# Notes: how many $G$ vectors does LO emission in GaN need?

## Rate between Bloch states

Conventions: $\psi_{nk}=e^{ik\cdot r}u_{nk}/\sqrt{\Omega}$ in a crystal of volume $\Omega$, with $\Omega_c^{-1}\int_{\rm cell}|u|^2d^3r=1$, and $V(r)=\sum_qV(q)e^{iq\cdot r}$. A term $V(r)e^{\mp i\omega t}$ acting for a time $t$ gives, to first order, the probability $|M|^2\,4\sin^2(\Delta t/2\hbar)/\Delta^2$ with $\Delta=E'-E\mp\hbar\omega$. Since $\int\sin^2y/y^2\,dy=\pi$, this tends to $|M|^2(2\pi t/\hbar)\,\delta(\Delta)$. The product $u'^*u$ is periodic, so the sum over cells in $M=\langle n'k'|V|nk\rangle$ keeps only $q=k'-k+G$:

$$S=\frac{2\pi}{\hbar}\Big|\sum_GV(k'-k+G)\,I_G\Big|^2\delta(E'-E\mp\hbar\omega),\qquad I_G=\frac1{\Omega_c}\int_{\rm cell}u'^*u\,e^{iG\cdot r}d^3r .$$

The upper sign is absorption, the lower one emission. If $V(q)$ is confined to $|q|\ll|G_{\min}|$, one term survives (labelled $G=0$) and $|M|^2=|V(q)|^2|I_0|^2$. The polar potential is not so confined, because it falls only as $1/|q+G|$. I want the price of its tail.

## Scale of the rate

For emission the long-wave vertex is $|V(q)|^2=|C|^2/q^2$ with $|C|^2=e^2\hbar\omega(N_{\rm ph}+1)/(2\epsilon_0\epsilon_p\Omega)$ and $1/\epsilon_p=1/\epsilon_\infty-1/\epsilon_s$. Compiled values: $\epsilon_s=10.4$ along $c$ (Ioffe Institute), mean $\epsilon_\infty=5.3$ (Chen 2018), $E_g=3.44$ eV (Wing 2021). Typical values: $\hbar\omega=91$ meV, $m^*=0.20\,m_0$. Then $1/\epsilon_p=0.0925$, and $N_{\rm ph}=0.0305$ at 300 K. For an isotropic parabolic band with $I_0=1$ the angular integral over the delta function gives $2\pi m^*/\hbar^2kq$, leaving $\int dq/q$ between $q_\pm=k\pm k'$:

$$\Gamma=\frac{e^2\omega m^*(N_{\rm ph}+1)}{4\pi\epsilon_0\epsilon_p\hbar^2k}\ln\frac{q_+}{q_-}.$$

At $E=0.5$ eV, $k=0.162$ Å$^{-1}$, the logarithm is $2.99$, and this model gives $\Gamma=9.2\times10^{13}$ s$^{-1}$, or $11$ fs. That is the order typically quoted for GaN, about 10 fs.

## A model with an exact answer

I take $k$, $k'$, $q$ along $c$ and replace the crystal by planes at $z=jd$. For equal and opposite ionic charges the N planes carry the fraction $M_{\rm Ga}/(M_{\rm Ga}+M_{\rm N})=0.83$ of the LO dipole (typical atomic masses 69.72 and 14.01), and I put all of it there. Dipole sheets with phases $e^{iqjd}$ have equal polarisation components at every $q+G_n$, $G_n=2\pi n/d$. If all of them are screened by the same $\epsilon_\infty$, Poisson's equation gives $V(q+G_n)=C/(q+G_n)$.

The electrons see a repulsive delta comb on the same planes. With $E=\varepsilon x^2$, $\varepsilon=\hbar^2/2m_0d^2$, and $kd=\pi+\varphi$,

$$-\cos\varphi=\cos x+P\,\frac{\sin x}{x}.$$

The lower band ends at $x=\pi$ with nodes on the planes. The conduction band starts at $x_0$, where $P=-x_0\cot(x_0/2)$. Expanding about $x_0$ gives $m^*/m_0=-\cot(x_0/2)(x_0-\sin x_0)/x_0^2$. I chose $x_0=4.4$ to reproduce the typical mass ($P=3.203$, $m^*=0.201\,m_0$) and fixed $d$ by $E_g=\varepsilon(x_0^2-\pi^2)$, so $\varepsilon=0.3625$ eV and $d=3.24$ Å. This is 25% above the real plane period $c/2=2.59$ Å (typical $c=5.185$ Å).

With $s=z/d-\tfrac12$, the Bloch condition $\psi(\tfrac12)=e^{ikd}\psi(-\tfrac12)$ gives inside a cell

$$\psi=\sin xs+i\beta\cos xs,\quad\beta=\tan\tfrac x2\tan\tfrac\varphi2,\quad\mathcal N=\int|\psi|^2ds=\tfrac12\Big[1+\beta^2-(1-\beta^2)\frac{\sin x}x\Big].$$

Let $Q=qd=\varphi'-\varphi$, $p_n=Q+2\pi n$ and $R=qM/C=\sum_nQI_n/p_n$, so that $S\propto R^2$. For $0<z<d$ the potential is constant, $\sum_n(Q/p_n)e^{ip_nz/d}=e^{iQ/2}(Q/2)/\sin(Q/2)$, which makes it a staircase. I drop the common phase $e^{iQ/2}$ throughout. With $\delta=x-x'$, $\sigma=x+x'$ and ${\rm sinc}\,y=\sin y/y$, the exact answer is

$$R=\frac{Q/2}{\sin(Q/2)}\;\frac{(1+\beta\beta')\,{\rm sinc}\frac\delta2-(1-\beta\beta')\,{\rm sinc}\frac\sigma2}{2\sqrt{\mathcal N\mathcal N'}} .$$

The overlaps $I_n=(-1)^n\int\psi'^*\psi\,e^{ip_ns}ds/\sqrt{\mathcal{NN}'}$ are elementary as well:

$$I_n=\sum_{j=1}^4\frac{c_j}{p_n-a_j},\qquad c_j=\frac{w_j\sin\frac{Q-a_j}2}{2\sqrt{\mathcal{NN}'}},$$

with $a=(\delta,-\delta,\sigma,-\sigma)$ and $w=\big((1+\beta)(1+\beta'),\,(1-\beta)(1-\beta'),\,-(1+\beta)(1-\beta'),\,-(1-\beta)(1+\beta')\big)$.

My test transition is backscattering from 0.5 eV above the edge to 0.409 eV, the largest $q$ available: $x=4.5541$, $x'=4.5264$, $\varphi=0.5507$, $\varphi'=-0.4943$, $\beta=-0.3312$, $\beta'=0.3042$, $Q=-1.0451$, $|q|=0.322$ Å$^{-1}$. Then $R=0.91930$, $I_0=0.82402$, $I_{1}=0.0275$, $I_{-1}=0.7023$. The measure of accuracy is $\eta=(R_{\rm approx}/R)^2-1$, the relative deviation of $S$.

The result I had not expected: ignoring the cell structure ($R=1$) gives $\eta=+0.183$, and the factorised form $R=I_0$ gives $\eta=-0.197$. The $G\neq0$ terms restore about half of what the overlap factor removes from $R$, so here the overlap factor alone buys nothing. For forward emission ($Q=-0.0564$) the two deviations are only $+1.8\times10^{-4}$ and $-4.7\times10^{-4}$.

## Three algorithms

Work $W$ is counted in multiply-adds per pair $(k,k')$, memory in numbers per stored state. Building and normalising the states is left out, since each state serves many pairs.

**A. Shell sum over $|n|\le N$.** Expand $I_n=\sum_m\mu_m/p_n^{m+1}$ with $\mu_m=\sum_jc_ja_j^m$. Continuity of $\psi$ makes $\mu_0=0$, and the cusp on the planes makes $\mu_1\ne0$. Here $\mu_1=-12.41$ and $\mu_2=57.05$. The pair $\pm n$ contributes $Q(2\mu_2-6Q\mu_1)/(2\pi n)^4$ at large $n$, and $\sum_{n>N}n^{-4}\approx1/3(N+\frac12)^3$, so

$$\eta_A\approx-\frac{2Q(2\mu_2-6Q\mu_1)}{48\pi^4R\,(N+\frac12)^3}=\frac{0.0177}{(N+\frac12)^3}.$$

In practice $I_n=\sum_mb^*_{m+2n}a_m$ is a dot product of plane-wave vectors. In this model $a_m\propto1/[x^2-(\varphi+m\pi)^2]$ with $m$ odd, and $b_m$ likewise with primed quantities. I keep $L$ coefficients, $|m|\le L-1$, renormalised. The components $m=\pm1$ dominate, and shell $n$ contains all their products only if $2n+1\le L-1$, so I tie $L=2N+2$. Going beyond that hurts: $L=6$ with all five shells costs 47 operations and gives $-1.7\times10^{-3}$, worse than two shells. Shell $n$ has $L-|n|$ products and one weight, hence

$$W_A=L(2N+1)-N(N+1)+(2N+1)=3N^2+7N+3,$$

with memory $2N+2$ and $\eta\propto W^{-3/2}$.

**B. Raw real-space grid.** Sample $\psi'^*V\psi$ at $L$ midpoints per cell with the exact staircase, and normalise on the same grid. Two products per point give $W_B=2L$ and memory $L$. The midpoint average of $\cos 2ys$ is $\sin y/[L\sin(y/L)]$, so every ${\rm sinc}\,y$ in $R$ and $\mathcal N$ is multiplied by $(y/L)/\sin(y/L)\approx1+y^2/6L^2$. The numerator and the norms do not shift equally when $\beta'\neq\beta$, and collecting the $L^{-2}$ terms gives $\eta_B\approx0.408/L^2\propto W^{-2}$. The order in $L$ is lower than that of A in $N$, but the work is linear.

**C. Band-limited grid.** Synthesise the $L=2N+2$ states and the potential cut at $|n|\le N$ on $M$ points. The integrand has harmonics up to $N+L-1=3N+1$, so $M=3N+2$ points give no aliasing and reproduce A exactly. The dot product costs $2M$. The potential costs one fast transform, nominally $\frac M2\log_2M$, shared by the $n_s$ pairs with the same $q$:

$$W_C=2M+\frac{M\log_2M}{2n_s},$$

with memory $3N+2$. For large $n_s$, $\eta\propto W^{-3}$.

## Tables

| $N$ | $\eta$, exact $I_n$ | asymptote | $\eta$, $L=2N+2$ | $W_A$ | $W_C$, $n_s=1$ | $W_C$, $n_s\to\infty$ | memory A, C |
|---|---|---|---|---|---|---|---|
| 0 | $-0.197$ | | $-0.202$ | 3 | | | 2 |
| 1 | $-1.3\times10^{-3}$ | $5.2\times10^{-3}$ | $-1.2\times10^{-3}$ | 13 | 16 | 10 | 4, 5 |
| 2 | $9.5\times10^{-4}$ | $1.1\times10^{-3}$ | $9.7\times10^{-4}$ | 29 | 28 | 16 | 6, 8 |
| 3 | $3.8\times10^{-4}$ | $4.1\times10^{-4}$ | $3.9\times10^{-4}$ | 51 | 41 | 22 | 8, 11 |

| $L$ (method B) | 4 | 8 | 16 | 32 |
|---|---|---|---|---|
| $W_B$ | 8 | 16 | 32 | 64 |
| $\eta_B$ | $2.9\times10^{-2}$ | $6.6\times10^{-3}$ | $1.6\times10^{-3}$ | $4.0\times10^{-4}$ |

The first shell gains more than two orders of magnitude, more than the asymptote promises, since that holds only for $2\pi N\gg\sigma$ and the deviation changes sign between $N=1$ and 2. From $N=2$ on the power law takes over. A and B cross near $W=200$: $N=7$ costs 199 for $4.2\times10^{-5}$, and $L=100$ costs 200 for $4.1\times10^{-5}$, both from the asymptotic laws.

## Cheapest choice for a stated accuracy

- $|\eta|<0.2$: $R=1$, no work and no stored states.
- $|\eta|<10^{-2}$: $N=1$, by A (13) for isolated pairs or by shared C (10). B needs $L=7$ (14), which is close.
- $|\eta|<10^{-3}$: $N=2$. C (28) and A (29) tie for isolated pairs, shared C costs 16, and B needs $L=21$ (42).
- $|\eta|<10^{-5}$, listed only to show the scaling: $N=12$, with A at 519, B at $L=203$ (406), and C at 176 unshared or 76 shared.

## Best choice inside a budget

- $W\le8$: B with $L=4$, $2.9\times10^{-2}$. It beats $R=1$, $R=I_0$, and A with $L=2$, $N=1$ (7 operations, $-6.2\times10^{-2}$).
- $W\le16$: A with $N=1$ ($-1.2\times10^{-3}$) for isolated pairs, C with $N=2$ ($9.7\times10^{-4}$) if $q$ is shared.
- $W\le50$: C with $N=3$ unshared (41, $3.9\times10^{-4}$), or $N=7$ shared (46, about $4.2\times10^{-5}$).
- Memory of four numbers per state: A with $N=1$, against $2.9\times10^{-2}$ for B.

Sharing needs a regular mesh on which many $k$ use one $q$. Pairs placed exactly on the energy shell one at a time have $n_s=1$. In three dimensions the vectors have length $\propto N^3$, so $W_A\propto N^6$, $W_B\propto L^3$ and shared $W_C\propto N^3$. If the exponents 3 and 2 carried over, which depends on the singularities of the real functions, then $\eta\propto W^{-1/2}$, $W^{-2/3}$ and $W^{-1}$, and the case for C strengthens.

## What limits the choice physically

The total rate weights $q$ by $dq/q$. As a rough estimate, a deviation growing as $q^2$ up to $\eta_{\rm back}$ averages to $\eta_{\rm back}(1-q_-^2/q_+^2)/[2\ln(q_+/q_-)]=0.167\,\eta_{\rm back}$. This turns $+0.183$ and $-0.197$ into about $\pm3\%$ of $\Gamma$. Several neglected terms are as large or larger.

- Nonparabolicity: the comb has $\varphi/d=0.170$ Å$^{-1}$ at 0.5 eV against the parabolic $0.162$ Å$^{-1}$, a 5% shift.
- Screening: the $G\ne0$ terms add $R-I_0=0.095$. Were they unscreened, they would be $\epsilon_\infty$ times larger and $R$ would be $1.33$, so even the sign of $R-1$ depends on this assumption.
- Broadening: $\hbar\Gamma=61$ meV is comparable with $\hbar\omega$, so the delta function itself is only a first approximation.

All values of $R$ and $\eta$ belong to the model, not to GaN. My choices follow from them. For the total emission rate, which forward scattering dominates, I use $R=1$ at zero cost. For quantities that weight large-angle events of hot electrons, such as momentum relaxation, I skip the bare overlap factor and go straight to the first shell, at 13 operations against 3. Further shells refine the sum far below the uncertainty of the short-wave vertex.